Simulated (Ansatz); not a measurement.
Cu3Ge: energy above lowest point as volume scale varies

Free energy against uniform scaling of the volume at fixed shape and fractions; periodic cell, basis, potentials, k mesh and filling as listed. The results are calculated, by Ansatz 0.2.0.

The cell before it is scaled or strained (space group P-6m2, No. 187):
```
CELL_PARAMETERS angstrom
2.72840 0.00000 0.00000
-1.36420 2.36280 0.00000
0.00000 0.00000 8.26950
ATOMIC_POSITIONS crystal
Cu 0.00000 0.00000 0.50000
Cu 0.66667 0.33333 0.74231
Cu 0.66667 0.33333 0.25769
Ge 0.00000 0.00000 0.00000
```

Settings of every row: functional PBEsol; dispersion none; potentials PAW; wave cutoff 500 eV; density cutoff 2000 eV; k mesh 10x10x3; k shift 0x0x0; occupations fermi dirac; smearing width 0.15 eV; spin none.

Limits: coarse k mesh, up to 40 meV an atom off; the cell comes from a prototype or a list of computed structures and needn't be the stable phase.

| row | volume scale | V (Å³/atom) | energy above lowest point (meV/atom) |
| --- | --- | --- | --- |
| 1 | 0.9 | 11.995 | 20.8 |
| 2 | 0.925 | 12.328 | 5.9 |
| 3 | 0.95 | 12.661 | 0 |
| 4 | 0.975 | 12.994 | 1.7 |
| 5 | 1 | 13.328 | 9.8 |
| 6 | 1.025 | 13.661 | 23.6 |
| 7 | 1.05 | 13.994 | ? |
| 8 | 1.075 | 14.327 | 64.7 |
| 9 | 1.1 | 14.66 | 90.8 |

Question: what energy above lowest point should row 7 give?

Worked fit of energy above lowest point. Take u = (V_r/V)^(2/3) − 1 with V_r = 13.161 Å³ an atom, which is twice the finite (Eulerian) strain; such expansions in the strain, on which the Birch-Murnaghan equation of state is built, carry the rest volume and the bulk modulus. The shown rows have u = 0.0638, 0.04455, 0.02616, 0.00855, -0.00837, -0.02455, -0.05502, -0.06939. Least squares give energy above lowest point = 4.99 − 486.8 × u + 11173 × u² + 5287 × u³ meV/atom; a parabola predicts inner rows, each left out in turn, worse (root mean square 0.37 against 0.05 meV/atom). The rows lie off it by 0.0, 0.0, 0.0, 0.1, 0.0, 0.0, 0.0, 0.0. Its lowest point lies at u = 0.0215, or V = 12.75 Å³ an atom, and the curvature there gives the bulk modulus at fixed shape and fractions, B = (4/9)(1 + u)² E″(u)/V = 134 GPa. Letting shape and atoms relax would as a rule lower it, by much in layered, chain or molecular crystals. The withheld row has u = -0.04009, so the fit gives 4.99 − 486.8 × (-0.04009) + 11173 × (-0.04009)² + 5287 × (-0.04009)³ = 42.1 meV/atom.

The calculation gave 42.1 meV/atom. The fit meets it to the printed digit.
